## Appendix: the triangle group (2,3,4) and the standard triangle of bcc Fe

**General statement.** Three mirrors through the origin, meeting at angles $\pi/p,\pi/q,\pi/r$, obey
$$a^2=b^2=c^2=(ab)^p=(bc)^q=(ca)^r=E .$$
They bound a triangle on the unit sphere with area $\Omega=\pi\varepsilon$, where $\varepsilon=1/p+1/q+1/r-1$ (Girard's theorem). Glue one triangle per element of the group these relations define. The triangles close up around every vertex, so they form a covering of the sphere, and the sphere is simply connected, so they cover it once:
$$|G|=4\pi/\Omega=4/\varepsilon .$$
Words of even length are rotations and form a subgroup of order $2/\varepsilon$. It is generated by $x=ab$, $y=bc$ with $xy=ac$, so $x^p=y^q=(xy)^r=E$.

**Model.** Take the direction $\mathbf n=(n_1,n_2,n_3)$ in cube axes, with products acting right to left:
$$a:\ n_2\to-n_2,\qquad b:\ n_1\leftrightarrow n_3,\qquad c:\ n_1\leftrightarrow n_2 .$$
Then $ab\,\mathbf n=(n_3,-n_2,n_1)$, $bc\,\mathbf n=(n_3,n_1,n_2)$ and $ca\,\mathbf n=(-n_2,n_1,n_3)$ are $C_2[101]$, $C_3[111]$ and $C_4[001]$. Hence $(p,q,r)=(2,3,4)$, $\varepsilon=1/12$, and the formula predicts 48.

*Direct count.* $b$ and $c$ generate all $3!$ permutations. $a$, $cac$ and $bcacb$ reverse $n_2$, $n_1$ and $n_3$. So $G$ is the group of signed permutations, of order $2^3\cdot3!=48$, namely $O_h$. Also $(abc)^3=i$, the inversion, so $O_h=O\times\{E,i\}$.

*Direct area.* The triangle is $n_3\ge n_1\ge n_2\ge0$. With $u=n_1/n_3$, $v=n_2/n_3$, $s=\sqrt{1+2u^2}$,
$$\Omega=\int_0^1\!du\int_0^u\!\frac{dv}{(1+u^2+v^2)^{3/2}}=\int_1^{\sqrt3}\!\frac{ds}{1+s^2}=\frac{\pi}{3}-\frac{\pi}{4}=\frac{\pi}{12},$$
which is 0.2618 sr, or $1/48$ of $4\pi$. In the projection $(\xi,\eta)=(n_1,n_2)/(1+n_3)$ the corners lie at $(0,0)$, $(0.4142,0)$ and $(0.3660,0.3660)$, and mirror $b$ is the arc $(\xi+1)^2+\eta^2=2$. The projection keeps angles but not areas, so $1/48$ refers to solid angle.

*Vertices.* A corner of order $k$ has stabiliser $C_{kv}$ and an orbit of $48/2k$ directions (table). The orbits 8, 6, 12 point to the first three neighbour shells of the bcc lattice. The tiling has 26 vertices, 72 edges and 48 faces, and $26-72+48=2$, as Euler's formula requires. Opposite vertices share an axis, so the rotations number $1+6\cdot1+4\cdot2+3\cdot3=24=2/\varepsilon$.

**Use for Fe.** An $O_h$-invariant function of direction is fixed by its values on one triangle. Young's modulus $Y$ obeys
$$1/Y=S_{11}-2S_0\Gamma,\qquad \Gamma=n_1^2n_2^2+n_2^2n_3^2+n_3^2n_1^2,$$
$$S_{11}=\frac{C_{11}+C_{12}}{(C_{11}-C_{12})(C_{11}+2C_{12})},\qquad S_0=\frac{1}{C_{11}-C_{12}}-\frac{1}{2C_{44}} .$$
The measured 300 K constants $C_{11}=232.2$, $C_{12}=135.6$, $C_{44}=117$ GPa (compiled by Sha 2006) give $S_{11}=7.56$ and $S_0=6.08$ TPa$^{-1}$.

| corner | $k$ | orbit | $\Gamma$ | $Y$ (GPa) |
|---|---|---|---|---|
| [101] | 2 | 12 | 1/4 | 221 |
| [111] | 3 | 8 | 1/3 | 285 |
| [001] | 4 | 6 | 0 | 132 |

The solid-angle mean of $\Gamma$ over the triangle is $1/5$, equal to the mean over the sphere. The inverse of the mean of $1/Y$, the uniform-stress (Reuss) modulus of an untextured polycrystal, is then 195 GPa.

Fe is ferromagnetic below 1043 K (compiled by Arale Brännvall 2024). The lattice keeps $O_h$ when spin-orbit coupling is neglected. With it, magnetisation along [001] leaves $C_{4h}$ as the unitary group. The accompanying lattice strain is typically of order $10^{-5}$.

**Zero excess.** The inward unit normals of the mirrors have scalar products $-\cos(\pi/p)$, $-\cos(\pi/q)$, $-\cos(\pi/r)$, and Gram determinant
$$D=1-\cos^2\tfrac{\pi}{p}-\cos^2\tfrac{\pi}{q}-\cos^2\tfrac{\pi}{r}-2\cos\tfrac{\pi}{p}\cos\tfrac{\pi}{q}\cos\tfrac{\pi}{r}.$$
For (2,3,4), $D=1/4$. The other spherical cases are $(2,2,n)$, (2,3,3) and (2,3,5): $D_{nh}$, $T_d$ and $I_h$, of orders $4n$, 24 and 120. For (3,3,3), (2,4,4) and (2,3,6), $\varepsilon=D=0$. The normals are then coplanar, the triangle is flat, and the groups are the infinite plane groups $p3m1$, $p4mm$ and $p6mm$, with rotation subgroups $p3$, $p4$ and $p6$. For $\varepsilon<0$ the triangle is hyperbolic and the group is again infinite.